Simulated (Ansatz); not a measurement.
## H3PO (SMILES O=[PH3]): the vertical energy of the triplet above the singlet, rung by rung

The species is H3PO (5 atoms), meant as a singlet with charge 0. SMILES: `O=[PH3]`. Geometry: relaxed at GFN2-xTB.

Quantity: the vertical energy of the triplet above the singlet, in eV. The values are calculated.

| level | kind | program | value (eV) | CPU time (all runs) |
| --- | --- | --- | --- | --- |
| HF/STO-3G | Hartree–Fock | Ansatz | 7.51 | 0.51 s |
| PBE/STO-3G | GGA | Ansatz | 8.28 | 30 s |
| B3LYP/STO-3G | global hybrid | Ansatz | 8.20 | 8.8 s |
| BHLYP/STO-3G | global hybrid | Ansatz | 8.12 | 7.6 s |
| r2SCAN0/STO-3G | hybrid meta-GGA | Ansatz | 8.22 | 30 s |
| wB97X/STO-3G | range-separated hybrid | Ansatz | 8.38 | 44 s |
| B2PLYP/STO-3G | double hybrid | Ansatz | 8.37 | 7.8 s |
| RPA@PBE/STO-3G | RPA | Ansatz | 7.78 | 37 s |
| MP2/STO-3G | perturbation theory | Ansatz | 8.49 | 0.42 s |
| CCSDT(Q)/STO-3G | coupled cluster or CI | Ansatz | 8.38 | 2 s |

The values span 7.51 to 8.49 eV. All rows use very small basis sets, so none should be taken for the real molecule's value. Times are those of the runs behind each value, whatever else they computed, on shared processors of several kinds: orders of magnitude only.

Hartree–Fock gives the smallest gap, 7.51 eV, and every other level raises it, up to 8.49 eV with MP2. The probable reason is that the singlet holds one more opposite-spin electron pair than the triplet, so that leaving out correlation penalises the singlet more. MP2 slightly overshoots the coupled-cluster value of 8.38 eV, which wB97X matches and B2PLYP nearly matches, whereas RPA recovers only a small part of the rise. From PBE through B3LYP to BHLYP the gap shrinks as exact exchange grows, but wB97X shows that this is no general rule across functionals.

The large gap fits a closed-shell molecule with a strong, polar P–O bond. Its highest electrons are mainly oxygen lone pairs, and without a low-lying π* orbital the triplet probably has to place an electron in a σ* orbital of the P–H and P–O bonds. Such an occupation would weaken these bonds, so the relaxed triplet may lie well below the vertical one, and the vertical gap doesn't measure the energy needed to reach it.
